# The recombination current of a depletion region: the Sah–Noyce–Shockley result for an abrupt p⁺n junction

A forward-biased junction carries a diffusion current that grows as $e^{qV/kT}$. It also carries a current from carriers that recombine through deep levels before they leave the space-charge layer, and this one grows roughly as $e^{qV/2kT}$. Sah, Noyce and Shockley analysed it in 1957. I will derive it, find the field that belongs in the prefactor, size what is dropped, and put in numbers for silicon at 0.3 V.

## Premises and conventions

The p⁺ side (acceptors $N_A$) is $x<0$ and the n side (donors $N_D\ll N_A$) is $x>0$. The potential $\psi$ rises with $x$, the field points toward the p side, and $F=d\psi/dx>0$ is its magnitude. Forward current flows along $+x$. I write $v=qV/kT$.

1. One dimension, steady state, no light, fully ionised dopants.
2. Boltzmann statistics: $n=n_ie^{(E_{Fn}-E_i)/kT}$, $p=n_ie^{(E_i-E_{Fp})/kT}$, with $E_i=-q\psi+\text{const}$.
3. One uniform species of centre, density $N_t\ll N_D$, level $E_t$, with field-independent capture coefficients $c_n$, $c_p$.
4. Flat quasi-Fermi levels across the space-charge layer, $E_{Fn}-E_{Fp}=qV$.
5. Low injection.

## Step 1: the local rate

Let $f$ be the fraction of centres holding an electron. The net capture rates per volume are

$$r_n=c_nN_t[n(1-f)-n_1f],\qquad r_p=c_pN_t[pf-p_1(1-f)].$$

The emission terms follow from detailed balance. In equilibrium each net rate vanishes with $f/(1-f)=e^{(E_F-E_t)/kT}$, the degeneracy factor being absorbed in $E_t$. This gives $n_1=n_ie^{\epsilon_t}$ and $p_1=n_ie^{-\epsilon_t}$, with $\epsilon_t=(E_t-E_i)/kT$, so $n_1p_1=n_i^2$. Steady state, $r_n=r_p=U$, gives

$$f=\frac{c_nn+c_pp_1}{c_n(n+n_1)+c_p(p+p_1)}.$$

Insert this in $r_n$. The numerator is $n(c_nn_1+c_pp)-n_1(c_nn+c_pp_1)=c_p(np-n_i^2)$. With $\tau_n=1/c_nN_t$ and $\tau_p=1/c_pN_t$ we have the Shockley–Read–Hall rate

$$U=\frac{np-n_i^2}{\tau_p(n+n_1)+\tau_n(p+p_1)}.\tag{1}$$

## Step 2: flat quasi-Fermi levels

Define $u=[\tfrac12(E_{Fn}+E_{Fp})-E_i]/kT$. Premises 2 and 4 give

$$n=\bar n e^{u},\qquad p=\bar n e^{-u},\qquad \bar n=n_ie^{v/2},\qquad \frac{du}{dx}=\frac{qF}{kT}.\tag{2}$$

The product $np=n_i^2e^{v}$ is the same everywhere, so all position dependence in (1) sits in the denominator. For $\epsilon_t=0$ and $\tau_n=\tau_p=\tau$ the denominator is $2\tau(\bar n\cosh u+n_i)$, and

$$U=\frac{\bar n\,(1-b^2)}{2\tau\,(\cosh u+b)},\qquad b=e^{-v/2}.\tag{3}$$

The rate peaks at $u=0$, the plane $n=p$. On its n side the centres are full and wait for a hole, so $U\to p/\tau$. On its p side they wait for an electron, so $U\to n/\tau$. The term $b$ is thermal re-emission. It is negligible when $e^{qV/2kT}\gg1$, so the voltage scale is $2kT/q$. Then

$$U\simeq\frac{U_{\max}}{\cosh u},\qquad U_{\max}=\frac{n_ie^{qV/2kT}}{2\tau}.$$

## Step 3: from rate to current

Continuity reads $dJ_n/dx=qU$ and $dJ_p/dx=-qU$. Take $x_1$ at the p edge and $x_2$ at the n edge of the layer. The total current is constant, so evaluate it at $x_2$ and integrate the electron equation across the layer:

$$J=J_n(x_1)+J_p(x_2)+J_r,\qquad J_r=q\int_{x_1}^{x_2}U\,dx=kT\int\frac{U(u)}{F(u)}\,du.\tag{4}$$

The first two terms are the minority diffusion currents. The last form uses (2) and is exact within the premises.

$U$ has a width of order one in $u$, while the layer spans the whole band bending, about twenty units in our example. So take $F$ out at its value $F_0$ on the plane $u=0$. This means $u=qF_0(x-x_0)/kT$, with $x_0$ the position of that plane. Extend the limits to infinity and set $\ell=kT/qF_0$. With $t=e^u$,

$$I(b)=\int_{-\infty}^{\infty}\frac{du}{\cosh u+b}=\int_0^\infty\frac{2\,dt}{(t+b)^2+1-b^2}=\frac{2}{\sqrt{1-b^2}}\left[\frac{\pi}{2}-\arcsin b\right]=\frac{2\arccos b}{\sqrt{1-b^2}}.\tag{5}$$

The lower limit used $\arctan(b/\sqrt{1-b^2})=\arcsin b$. Since $\bar n\sqrt{1-b^2}=n_i\sqrt{e^v-1}$, equations (3) to (5) give, for a uniform field and any forward bias,

$$J_r=\frac{qn_i\ell}{\tau}\sqrt{e^{v}-1}\;\arccos\!\left(e^{-v/2}\right).\tag{6}$$

As $v\to0$ both factors go as $\sqrt v$, so $J_r\to qn_i\ell v/\tau$, which is ohmic as it must be. For small $b$, $\arccos b\simeq\pi/2-b$, and

$$\boxed{J_r^{(0)}=q\,n_i\,\frac{\pi kT}{2qF_0\tau}\,e^{qV/2kT}}\tag{7}$$

with leading relative correction $-2b/\pi$. Equation (7) is $qU_{\max}$ times an effective width $\pi\ell$.

**Question.** *Textbooks often write $qn_iWe^{qV/2kT}/2\tau$, with $W$ the depletion width. Is that the same thing?*

It is an upper bound, because it applies the peak rate to the whole layer. It exceeds (7) by $W/\pi\ell$, which will come out near 8. Under strong reverse bias $n$ and $p$ drop out of (1), the rate is $-n_i/2\tau$ over much of the layer, and a width of order $W$ is appropriate. In forward bias it is not.

## Step 4: the field at the plane $n=p$

On the n side Poisson's equation is $\varepsilon\psi''=-q(N_D+p-n)$. With $L_D^2=\varepsilon kT/q^2N_D$ and $\delta=\bar n/N_D$ it reads $u''=-(1-2\delta\sinh u)/L_D^2$. In the neutral n region $u=u_n$, with $2\delta\sinh u_n=1$ and $u'=0$. Multiply by $u'$ and integrate from there:

$$F(u)=\frac{kT}{qL_D}\sqrt{2g(u)},\qquad g(u)=u_n-u-2\delta(\cosh u_n-\cosh u).\tag{8}$$

Low injection means $\delta\ll1$. Then $u_n=\ln(1/\delta)$ and $2\delta\cosh u_n=1$, both up to order $\delta^2$. At $u=0$ the remaining term is $2\delta$, which I drop:

$$F_0=\frac{kT}{qL_D}\sqrt{2g_0},\qquad g_0=\ln\frac{N_D}{n_i}-\frac{v}{2}-1,\qquad \ell=\frac{L_D}{\sqrt{2g_0}}.\tag{9}$$

The $-1$ is the electron tail at the n edge, which the depletion approximation omits.

$N_A$ does not appear in (9), provided the peak lies on the n side. To check that, integrate Poisson's equation on the p side from $u_p=-\ln(N_A/\bar n)$. This gives $\varepsilon F^2/2kT=N_A(u-u_p-1)+2\bar n\cosh u$. From (8), the n side has $\varepsilon F^2/2kT=N_D(u_n-u-1)+2\bar n\cosh u$. The field is continuous at $x=0$, the $\cosh$ terms cancel, and

$$u_j=\frac{N_D(u_n-1)+N_A(u_p+1)}{N_A+N_D}.\tag{10}$$

For $N_A\gg N_D$ this is close to $u_p+1$ and strongly negative. The metallurgical junction lies far out on the hole-rich flank. The share of $\int\operatorname{sech}u\,du$ beyond it is $(2/\pi)e^{u_j}$.

**Question.** *Why not use the peak field, or the average $(V_{bi}-V)/W$?*

Because (4) weights $1/F$ with $U$, and $U$ lives at $u=0$. The peak field sits at $u_j$, where there is almost no recombination, and it is raised by holes spilling into the n side. The average field depends on $N_A$ through $V_{bi}$, while $F_0$ does not.

## Step 5: the field is not uniform

Expand $1/F(u)$ about zero in (4) with $b=0$. Odd terms vanish because $\operatorname{sech}u$ is even. The moments follow from $\int_{-\infty}^\infty\cosh(su)\operatorname{sech}u\,du=\pi/\cos(\pi s/2)$, whose $s^2$ term gives $\langle u^2\rangle=\pi^2/4$. Near the peak $g\simeq g_0-u$, so $F_0/F=(1-u/g_0)^{-1/2}=1+u/2g_0+3u^2/8g_0^2+\dots$ and

$$J_r\simeq J_r^{(0)}\left[1+\frac{3\pi^2}{32g_0^2}-\frac{2b}{\pi}\right].\tag{11}$$

The field changes at first order across the peak, but the gain on the weak-field flank cancels the loss on the strong-field flank. The series is asymptotic, because the moments of $\operatorname{sech}u$ grow factorially.

**Question.** *At $u_n$ the field vanishes linearly and $U$ stays finite. Doesn't (4) diverge?*

It does, logarithmically in $u_n-u$, which is linearly in $x$. That is recombination in the neutral region at the rate $U_n=p_n/\tau$, with $p_n=\delta\bar n$ for $e^v\gg1$. There the hole quasi-Fermi level falls over a diffusion length $L_p=\sqrt{D_p\tau}$, and the result is the diffusion current, $J_p(x_2)=qU_nL_p$. So $x_2$ is a bookkeeping boundary. Since $U_n/U_{\max}=2\delta$, moving it by one Debye length near the neutral region changes $J_r$ by the fraction $2\delta L_D/\pi\ell$. I cut at $u=u_n-1$.

## Step 6: the ideality factor

Define $1/m=d\ln J/dv$. By (7) and (9), $J_r^{(0)}\propto e^{v/2}g_0^{-1/2}$ with $dg_0/dv=-\tfrac12$. Therefore

$$\frac1m=\frac12+\frac1{4g_0},\qquad m=\frac{2}{1+1/2g_0}<2.\tag{12}$$

Forward bias moves the plane $n=p$ toward the n edge, the field there weakens, and the active zone widens. The bracket in (11) adds $3\pi^2/32g_0^3+b/\pi$ to $1/m$ at leading order.

## Step 7: other levels and unequal times

Let $\tau_0=\sqrt{\tau_n\tau_p}$ and $u^*=\tfrac12\ln(\tau_n/\tau_p)$. Then $\tau_pn+\tau_np=2\tau_0\bar n\cosh(u-u^*)$ and $\tau_pn_1+\tau_np_1=2\tau_0n_i\cosh(\epsilon_t-u^*)$. The same integral appears:

$$J_r=\frac{q\bar n(1-e^{-v})\,\ell^*}{2\tau_0}\,I(\beta),\qquad \beta=e^{-v/2}\cosh(\epsilon_t-u^*).\tag{13}$$

Here $\ell^*=L_D/\sqrt{2(g_0-u^*)}$ uses the field at the shifted peak. $I(0)=\pi$ and $I(1)=2$. For $\beta>1$, (5) continues to $I=2\operatorname{arcosh}\beta/\sqrt{\beta^2-1}$, which tends to $2\ln(2\beta)/\beta$. Because $1/\beta\propto e^{v/2}$, a level far from midgap gives a smaller current that grows nearly as $e^{v}$. Its rate is flat over $|u-u^*|<\ln2\beta$, so a single field value is then a poorer approximation. For equal times $\beta<1$ means $|E_t-E_i|<kT\operatorname{arcosh}e^{v/2}\simeq qV/2+kT\ln2$. The level need not be exactly at midgap. It has to lie well between the two quasi-Fermi levels as they stand at the peak.

## Step 8: are the quasi-Fermi levels flat?

Drift and diffusion with the Einstein relation give $|dE_{Fp}/dx|/kT=J_p/qD_pp$. Split $J_p(x)$ into the part that recombines between $x$ and $x_2$ and the part $J_p(x_2)$ that leaves.

For the first part with $u>0$: $U\le p/\tau$ and $p$ falls with $x$, so that current is below $qp(x)W/\tau$ and the drop is below $W^2/L_p^2$ in units of $kT$. With $u<0$: the current is about $J_r^{(0)}$ at most and $p\ge\bar n$, so the drop is below $\pi\ell W/2L_p^2$, which is smaller. For the second part $J_p(x_2)/qD_pp=p_n/pL_p\le1/L_p$, so the drop is below $W/L_p$. It collects at the n edge, as the start of the diffusion profile. The mirror argument holds for electrons with $D_n$ and with the length that governs diffusion in the p⁺ layer. Premise 4 therefore needs $W$ small against the diffusion lengths, and a negligible series drop, so that $V$ is the junction voltage.

**Question.** *At tens of kV/cm, with $\ell$ near a mean free path, can you trust Boltzmann factors and a low-field $D$?*

The built-in field does not heat carriers in equilibrium, where the Boltzmann distribution holds at any field and any mean free path. What matters is the net flux against the thermal flux. At the peak it is $J_r^{(0)}/q\bar nv_{th}=\pi\ell/2\tau v_{th}$, and at the edge $L_p/\tau v_{th}$. Both are tiny below, so each band is close to its own equilibrium, and the bounds above are too small for the exact $D$ to matter.

## Illustration: abrupt Si p⁺n junction at 0.3 V

Inputs: $T=300$ K, and $\varepsilon=11.7\,\varepsilon_0$, a compiled value (Ioffe Institute). As approximate typical values I take $n_i=1.0\times10^{10}$ cm⁻³, $D_p=10$ cm²/s and $v_{th}=10^7$ cm/s. I assume $N_D=10^{16}$ cm⁻³, $N_A=10^{18}$ cm⁻³ and a midgap level with $\tau=1$ µs. Unrounded values are carried between steps.

**Densities.** $kT/q=25.85$ mV, $v=11.60$, $e^{v/2}=331$. So $\bar n=3.31\times10^{12}$ cm⁻³, $\delta=3.31\times10^{-4}$, $b=3.0\times10^{-3}$, $u_n=8.01$, $g_0=7.01$.

**Field.** $L_D=40.9$ nm and $kT/qL_D=6.32$ kV/cm, so $F_0=23.7$ kV/cm, $\ell=10.9$ nm and $\pi\ell=34.3$ nm. With $u_p=-12.62$, (10) gives $u_j=-11.43$, and the share beyond the junction is $7\times10^{-6}$.

**Current.** $U_{\max}=1.66\times10^{18}$ cm⁻³ s⁻¹, and (7) gives $J_r^{(0)}=0.91$ µA/cm². The prefactor of $e^{qV/2kT}$ is 2.7 nA/cm². In (11) the field term is $+0.019$ and the emission term is $-0.002$. Integrating $\operatorname{sech}u\,F_0/F(u)$ numerically with the full $g(u)$ of (8), from $u_j$ to $u_n-1$, gives $1.022\,\pi$. The third decimal depends on the cut, since $2\delta L_D/\pi\ell=8\times10^{-4}$. With the full rate (3) in the integrand, $J_r=0.93$ µA/cm². Equation (12) gives $m=1.87$, and the extra terms from (11) lower it to 1.85.

**Shortcuts.** $V_{bi}=(kT/q)\ln(N_AN_D/n_i^2)=0.833$ V, and the depletion approximation $W=[2\varepsilon(V_{bi}-V)(N_A^{-1}+N_D^{-1})/q]^{1/2}$ gives 264 nm. The peak-rate estimate is too large by $W/\pi\ell=7.7$. The average field, 20.2 kV/cm, makes (7) too large by 1.17. The peak field of the depletion approximation, 40.4 kV/cm, gives 0.59 of (7). The junction field from (8) at $u_j$ is 63 kV/cm and would give 0.38.

**Flatness.** $L_p=31.6$ µm, $W^2/L_p^2=7\times10^{-5}$ and $W/L_p=0.008$. The flux ratios are $1.7\times10^{-7}$ and $3\times10^{-4}$.

**The competing current.** For a long base, $J_d=q(n_i^2/N_D)\sqrt{D_p/\tau}\,(e^v-1)=0.56$ µA/cm². This rivals $J_r$. The sum is 1.5 µA/cm², and its ideality factor, from $1/m_{\rm tot}=(J_r/m+J_d)/(J_r+J_d)$, is 1.4. Setting $J_r^{(0)}=J_d$ gives $\delta=\pi\ell/2L_p$, which is solved at $V=0.33$ V. Electron injection into a thick p⁺ layer of equal lifetime is smaller than $J_d$ by $(N_D/N_A)\sqrt{D_n/D_p}$. A thin layer with an ohmic contact raises it by the ratio of diffusion length to thickness, and it must then be added.

**Level and times.** The window $\beta<1$ is $\pm0.17$ eV about $E_i$, against half of the 1.12 eV gap (compiled value, Wing 2021), 0.56 eV. A ratio $\tau_n/\tau_p=10$ at fixed $\tau_0$ gives $u^*=1.15$ and raises $\ell$ by the factor 1.09.

**Question.** *The donors are 46 nm apart, $N_D^{-1/3}$, which is more than your active width. Does a smooth potential mean anything?*

A donor disturbs $u$ by $\lambda/r$ at distance $r$, with $\lambda=q^2/4\pi\varepsilon kT=4.8$ nm. Random donors out to a radius $R$ give a variance $4\pi N_D\lambda^2R$. For an assumed $R=100$ nm, set by screening from the neutral regions, the rms shift is about 0.5, so the surface $n=p$ is corrugated. But suppose the distribution $P(\eta)$ of the shift does not depend on $x$ and is uncorrelated with the centres. Then $\int d\eta\,P(\eta)\int dx\,\operatorname{sech}(x/\ell+\eta)=\pi\ell$ exactly. The area average is unchanged, and what remains comes from the slow change of $P$ and of the field across the peak.

**Question.** *Which premise worries you most?*

The third. The charge of the centres is minor: a typical cross-section of $10^{-15}$ cm² requires $N_t=1/\sigma v_{th}\tau=10^{14}$ cm⁻³, one per cent of $N_D$. Field dependence is not minor. For a Coulomb-attractive centre the energy $-q^2/4\pi\varepsilon r-qFr$ has its maximum at $-\sqrt{q^3F/\pi\varepsilon}$. This Poole–Frenkel lowering is 34 meV at $F_0$, or $1.3\,kT$. In the crudest one-dimensional picture emission rises by the exponential of that number, and by detailed balance so does the matching capture coefficient. One of the two times shortens, and $\tau_0$ falls by up to a factor 1.9. That is an upper estimate, but it dwarfs the 2 per cent of Step 5. The $\tau$ in (7) is the capture time at the field $F_0$, and need not equal the lifetime in the neutral base.

## Range of validity

Equation (7) with the field (9) holds under these conditions.

- **Bias from below:** $2b/\pi\ll1$. It reaches 0.1 at 0.10 V at 300 K. Below that use (6).
- **Bias from above:** $3\pi^2/32g_0^2\ll1$. It reaches 0.1 at $g_0=3.0$, which is about 0.5 V for our doping. Beyond that the peak merges with the n edge, and the split into $J_r$ and $J_d$ loses its meaning.
- **Geometry:** $u_j\ll-1$, so that the peak and its flanks lie in the lightly doped side, and $W$ small against the diffusion lengths.
- **Centres:** one uniform level with $\beta\ll1$, $N_t\ll N_D$, and capture times taken at $F_0$. Other single levels follow (13). Trap-assisted tunnelling, which grows with field and doping, is excluded.
- **Statistics:** nondegenerate carriers on the n side. Degeneracy or gap narrowing in the p⁺ layer changes $V_{bi}$ and the electron injection, but not (9).
- **Dimension:** the current from the perimeter, where the layer meets a surface, is not included.

The 0.93 µA/cm² is the model's number, proportional to the assumed $1/\tau$. As typical knowledge, clean silicon of this doping has lifetimes of hundreds of microseconds or more, which would make the model current hundreds of times smaller. Processed silicon diodes and solar cells often show an $m\approx2$ component one to two orders of magnitude above what (7) gives for their bulk lifetime, because edges, surfaces and extended defects add paths that the model lacks. For such devices the model falls short by that much.